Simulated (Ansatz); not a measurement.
SiH4S (SMILES [H][Si]([H])([H])S): the energy, rung by rung

The species is SiH4S (6 atoms), meant as a singlet with charge 0. SMILES: `[H][Si]([H])([H])S`. The shape is that of a GFN2-xTB optimisation.

```xyz
6

Si    0.2012   -0.0145   -0.5446
S     0.2537    0.0198    1.6015
H    -1.0568    0.0599    1.7952
H     1.6060   -0.0207   -0.9100
H    -0.5032    1.1806   -0.9902
H    -0.5009   -1.2251   -0.9520
```

Each level gives the energy change with the Si1–H6 bond stretched from 1.458 to 2.915 Å (eV). The values are calculated.

```tsv
level	kind	program	value (eV)	less FCI/STO-3G	CPU time (all runs)
r2SCAN/STO-3G (restricted)	meta-GGA	Ansatz	5.54	+1.02	6.4 s
PBE0/STO-3G (restricted)	global hybrid	Ansatz	5.95	+1.43	2.7 s
CAM-B3LYP/STO-3G (restricted)	range-separated hybrid	Ansatz	6.28	+1.76	2.9 s
HSE06/STO-3G (restricted)	range-separated hybrid	Ansatz	5.92	+1.40	3.3 s
wB97M-V/STO-3G (restricted)	range-separated hybrid	Ansatz	6.33	+1.81	41 s
RPA@PBE/STO-3G (restricted)	RPA	Ansatz	5.12	+0.60	5 s
BCCD(T)/STO-3G (restricted)	coupled cluster or CI	Ansatz	4.53	+0.01	0.42 s
CCSD(T)/STO-3G (restricted)	coupled cluster or CI	Ansatz	4.53	+0.01	0.35 s
FCI/STO-3G	exact in the basis	Ansatz	4.52	0.00	5.4 s
```

FCI/STO-3G is exact within its basis and frozen core, so for wave-function methods in that basis the difference is their error; functionals converge differently with the basis, so for them it is only a difference. The first shape isn't each level's own minimum. The values span 4.52 to 6.33 eV. All rows use very small basis sets, so even the best lies far from the true value. CPU times are rough (shared hosts, several kinds of processor): they show what a rung costs within a factor of a few.

Stretching the Si–H bond costs 4.52 eV in the exact treatment, and both coupled-cluster variants reproduce this to within 0.01 eV. RPA lies higher at 5.12 eV, and every density functional higher still. As the bond lengthens, its σ and σ* orbitals approach each other in energy, and the singlet needs both configurations to place one electron on each fragment. A restricted determinant instead keeps the pair in one orbital and retains too much ionic character. The functionals' costs rise from r2SCAN through PBE0 and HSE06 to CAM-B3LYP and wB97M-V, whose share of exact exchange grows at long range, probably because exact exchange displaces semilocal exchange that mimics part of this left-right correlation.

The near-identity of BCCD(T) and CCSD(T) shows that the choice of reference orbitals matters little here. Their success supports perturbative triples for a single bond at this extension, but not at complete separation, where the near-degeneracy becomes more severe. Nor is the stretching energy a bond dissociation energy, since the fragments still interact and the silyl radical has not relaxed.
